## Muffin-tin (Ewald) correction for diamond and β-tin Si without empty spheres

**Result.** Rydberg units are used ($e^2=2$, lengths in bohr). For equivalent atoms in neutral spheres of volume $\Omega=\tfrac{4\pi}{3}s^3$ per atom, with spherical electron density $n(r)$, the ASA energy per atom is corrected by

$$\Delta E=(1.8-\alpha_M)\frac{q^2}{s},\qquad q=\Omega\,n(s),$$

where $-\alpha_Mq^2/s$ is the energy per site of point charges $q$ in a neutralising uniform background.

**Problem.** Both phases are body-centred tetragonal with basis $(0,0,0)$, $(0,\tfrac a2,\tfrac c4)$ and $\Omega=a^2c/4$. Diamond is the case $c/a=\sqrt2$, with $c$ the cubic constant. Take the approximate values $c=5.43$ Å for diamond, and $a=4.80$ Å, $c/a=0.552$ for β-tin. Assume the illustrative densities $n(s)=0.020$ and $0.030$ bohr$^{-3}$. Find $\Delta E$ for each phase and the shift of $E_\beta-E_{\rm dia}$.

**Answer (the model's).** $\Delta E_{\rm dia}=0.296$ Ry, $\Delta E_\beta=0.088$ Ry, and the shift is $-0.208$ Ry $=-2.8$ eV per atom. The trailing figures only carry the arithmetic, as the last section shows.

**Why the formula holds.** Split the charge into a uniform electron density $n(s)$ and a spherical pseudo-ion, made of the nucleus and $n(r)-n(s)$ for $r<s$. Sphere neutrality gives the pseudo-ion the net charge $+q$. The ASA confines the background to one sphere, and neutral spheres do not interact. The muffin-tin model spreads it through the crystal. If no neighbouring ion intrudes, the spherically averaged potential acting on an ion obeys the same Poisson equation in both models and differs by a constant. The internal and finite-size energies then cancel, and point charges suffice. In the sphere, attraction and background self-energy give

$$-2q\int_0^s\frac{3q\,r}{s^3}\,dr+\int_0^s\frac{2q\,r^2}{s^3}\,\frac{3q\,r^2}{s^3}\,dr=\Big(-3+\frac65\Big)\frac{q^2}{s}=-1.8\,\frac{q^2}{s}.$$

Lattice minus sphere is $\Delta E$.

**Ewald constants.** With splitting parameter $\eta$, distances $R$ to all other atoms and $S(\mathbf G)=\tfrac12\sum_{\boldsymbol\tau}e^{i\mathbf G\cdot\boldsymbol\tau}$ over the two basis sites,

$$\alpha_M=-s\Big[\sum_{R}\frac{\operatorname{erfc}\eta R}{R}+\frac{4\pi}{\Omega}\sum_{\mathbf G\neq0}|S|^2\frac{e^{-G^2/4\eta^2}}{G^2}-\frac{2\eta}{\sqrt\pi}-\frac{\pi}{\eta^2\Omega}\Big].$$

For $\mathbf G=2\pi(h/a,k/a,l/c)$ with $h+k+l$ even, $|S|^2=\cos^2[\pi(2k+l)/4]$. For β-tin with $\eta=4/a$ the bracket is

$$(0.03396+0.37152-4.51352-1.42282)/a=-5.53086/a,$$

and $s/a=0.320575$ gives $\alpha_M=1.77306$. The same sums at $c/a=\sqrt2$ give $1.67085$.

**Numbers.** Here $d$ is the nearest-neighbour distance.

| | diamond | β-tin |
|---|---|---|
| $\Omega$ (bohr$^3$) | 135.05 | 102.99 |
| $s$ (bohr) | 3.183 | 2.908 |
| $q$ | 2.701 | 3.090 |
| $1.8-\alpha_M$ | 0.12915 | 0.02694 |
| $\Delta E$ (Ry/atom) | 0.296 | 0.088 |
| overlap $2s/d-1$ (%) | 43 | 24 |

Explicitly, $\Delta E_{\rm dia}=0.12915\times2.701^2/3.183$ Ry and $\Delta E_\beta=0.02694\times3.090^2/2.908$ Ry. Both are positive, and the open structure is raised more, so the correction favours β-tin. The sign is robust. It reverses only if

$$\frac{q_\beta}{q_{\rm dia}}>\sqrt{\frac{0.12915\times2.908}{0.02694\times3.183}}=2.09,$$

whereas the assumed ratio is 1.14.

**Validity.** The derivation needs non-overlapping ions and a flat interstitial density, and diamond meets neither condition. The lenses shared with the four neighbours cover 25 % of $\Omega$ twice. Second-neighbour spheres do not touch, so an equal volume lies in no sphere. The model fills that void with $n(s)$, although the electrons gather in the bonds. Since $\Delta E\propto q^2$, a 10 % ambiguity in the effective background density moves $\Delta E_{\rm dia}$ by $2\times0.10\times0.296=0.06$ Ry to first order. The shift is therefore about $-0.2$ Ry with one meaningful figure.

As typical knowledge, full-potential density-functional calculations place β-tin Si roughly 0.02 Ry per atom above diamond; the model's shift is about 10 times larger and opposite in sign, and its ambiguity alone is about 3 times larger. The corrected ASA without empty spheres therefore cannot order these phases. Empty spheres on the two tetrahedral voids per primitive diamond cell turn the sphere packing into bcc and remove most of the overlap.